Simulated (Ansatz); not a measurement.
Level of theory: DFT PBE, scalar-relativistic, plane waves, PAW (Ansatz). Settings: cutoff 420 eV, Γ-centred meshes spaced at most about 0.3 Å⁻¹, and about 0.25 Å⁻¹ or finer for metals (2π included), Gaussian smearing. Collinear spin in cells that started with moments and kept them past the coarse steps, no spin elsewhere.

Temperature and zero-point effects are left out.

Compare these two cells of KNb3O, each relaxed at this level.

A. (no spin)

```cif
data_structure
_symmetry_space_group_name_H-M 'Pm-3m'
_symmetry_Int_Tables_number 221
_cell_length_a 4.4335
_cell_length_b 4.4335
_cell_length_c 4.4335
_cell_angle_alpha 90.000
_cell_angle_beta 90.000
_cell_angle_gamma 90.000
_cell_volume 87.15
loop_
_atom_site_label
_atom_site_type_symbol
_atom_site_symmetry_multiplicity
_atom_site_Wyckoff_symbol
_atom_site_fract_x
_atom_site_fract_y
_atom_site_fract_z
_atom_site_occupancy
K1 K 1 a 0.00000 0.00000 0.00000 1
Nb1 Nb 3 c 0.50000 0.50000 0.00000 1
O1 O 1 b 0.50000 0.50000 0.50000 1
```

B. (site moments Nb 0.9 μB)

```cif
data_structure
_symmetry_space_group_name_H-M 'Cmmm'
_symmetry_Int_Tables_number 65
_cell_length_a 3.8117
_cell_length_b 15.5538
_cell_length_c 7.0988
_cell_angle_alpha 90.000
_cell_angle_beta 90.000
_cell_angle_gamma 90.000
_cell_volume 420.86
loop_
_atom_site_label
_atom_site_type_symbol
_atom_site_symmetry_multiplicity
_atom_site_Wyckoff_symbol
_atom_site_fract_x
_atom_site_fract_y
_atom_site_fract_z
_atom_site_occupancy
K1 K 2 b 0.50000 0.00000 0.00000 1
Nb1 Nb 4 i 0.00000 0.79373 0.00000 1
Nb2 Nb 2 c 0.50000 0.00000 0.50000 1
O1 O 2 d 0.00000 0.00000 0.50000 1
```

**Question.** Which is lower in energy, and by how much?

**Answer.** A is lower, by 0.93 eV/atom. A has the antiperovskite type, space group Pm-3m (No. 221), 17.4 Å³/atom and no gap on its mesh; B has space group Cmmm (No. 65), 42.1 Å³/atom and no gap. Counting K or Nb atoms around O (for each partner element, those within 1.25 times its shortest distance or 1.15 times the sum of covalent radii, where it is the nearest in units of that sum or under 1.3), A has O 6 and B has O 2. Their magnetic states differ too. The denser one is the lower, and pressure would at first widen the difference. Even the lower one lies +0.35 eV/atom against the reference forms of the elements (uncorrected), so neither is stable at this level. Both come from invented guesses. A third cell relaxed alike, in P4/mmm, lies 0.64 eV/atom below the lower of the two.

A magnetic state wasn't ruled out in cells without spin, among them Pm-3m. Another magnetic order may lie lower. Cells relaxed within their symmetry can be saddle points.

The preference for the antiperovskite reflects how metal-rich this composition is. After potassium and oxygen are assigned their usual charges, niobium is left close to zero-valent with most of its d electrons, so cohesion depends largely on Nb–Nb bonding as well as on Nb–O bonds. The compact cell supplies both, with oxygen inside a niobium octahedron. The Cmmm cell, at 42.1 Å³/atom, spreads the niobium into weakly connected chains and leaves oxygen with only two metal neighbours. Its Nb moments probably arise from the narrow d bands of such under-coordinated atoms, since bulk niobium is non-magnetic.

The antiperovskite's own positive energy suggests a poor fit for potassium, a large ion held in a cage of niobium with oxygen only further out. Potassium and niobium have little affinity for each other. The P4/mmm cell lies far enough down to fall below the elements, so the composition itself is not unbound in that sense. Whether it would survive decomposition into niobium metal and potassium or niobium oxides remains untested.
